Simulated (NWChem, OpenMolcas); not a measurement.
## Cu2 (SMILES [Cu][Cu]): the electronic atomisation energy, rung by rung

Cu2 has 2 atoms, charge 0, and is taken as a singlet. SMILES: `[Cu][Cu]`. Geometry: the measured bond length.

```xyz
2

Cu    0.0000    0.0000    0.0000
Cu    0.0000    0.0000    2.2197
```

Each level gives the electronic atomisation energy (eV). The values are calculated. Electronic energies at fixed atoms, without zero-point motion or spin-orbit coupling.

```json
{"level": "SVWN5/def2-SVPD", "kind": "LDA", "program": "NWChem", "value (eV)": "3.20", "less CCSD(T)/def2-SVPD": "+1.13"}
{"level": "PBE/def2-SVPD", "kind": "GGA", "program": "NWChem", "value (eV)": "2.76", "less CCSD(T)/def2-SVPD": "+0.69"}
{"level": "revPBE/def2-SVPD", "kind": "GGA", "program": "OpenMolcas", "value (eV)": "2.58", "less CCSD(T)/def2-SVPD": "+0.51"}
{"level": "M06-L/def2-SVPD", "kind": "meta-GGA", "program": "NWChem", "value (eV)": "2.71", "less CCSD(T)/def2-SVPD": "+0.64"}
{"level": "M06-2X/def2-SVPD", "kind": "hybrid meta-GGA", "program": "NWChem", "value (eV)": "1.99", "less CCSD(T)/def2-SVPD": "-0.08"}
{"level": "CAM-B3LYP/def2-SVPD", "kind": "range-separated hybrid", "program": "NWChem", "value (eV)": "5.54", "less CCSD(T)/def2-SVPD": "+3.47"}
{"level": "B2PLYP/def2-SVPD", "kind": "double hybrid", "program": "NWChem", "value (eV)": "2.21", "less CCSD(T)/def2-SVPD": "+0.14"}
{"level": "MP3/def2-SVPD", "kind": "perturbation theory", "program": "NWChem", "value (eV)": "1.60", "less CCSD(T)/def2-SVPD": "-0.47"}
{"level": "CCSD(T)/def2-SVPD", "kind": "coupled cluster or CI", "program": "NWChem", "value (eV)": "2.07", "less CCSD(T)/def2-SVPD": "0.00"}
```

Differences are taken from CCSD(T)/def2-SVPD for orientation; it has basis-set and higher-order errors of its own. The values span 1.60 to 5.54 eV.

The bond in Cu2 is essentially a single σ bond between the 4s orbitals. The filled 3d shells contribute little net bonding, but their correlation and polarisation affect its strength. Local and semilocal functionals all overbind relative to CCSD(T), most strongly in SVWN5, probably because their exchange favours the more homogeneous density of the molecule over that of the separated atoms. Gradient corrections remove part of the excess, while M06-L gains nothing over revPBE. M06-2X and B2PLYP lie close to the coupled-cluster value, whereas MP3 underbinds.

The CAM-B3LYP value of 5.54 eV breaks this pattern and is far too large for the known, moderately strong bond of the copper dimer. Exact exchange offers no reason for such overbinding; the likely cause is an atomic reference converged to an excited configuration, such as 3d⁹4s² instead of 3d¹⁰4s¹. It should not be read as a verdict on range-separated hybrids until the atomic solution has been checked. Energies at one bond length also leave open how well each method would reproduce the equilibrium distance.
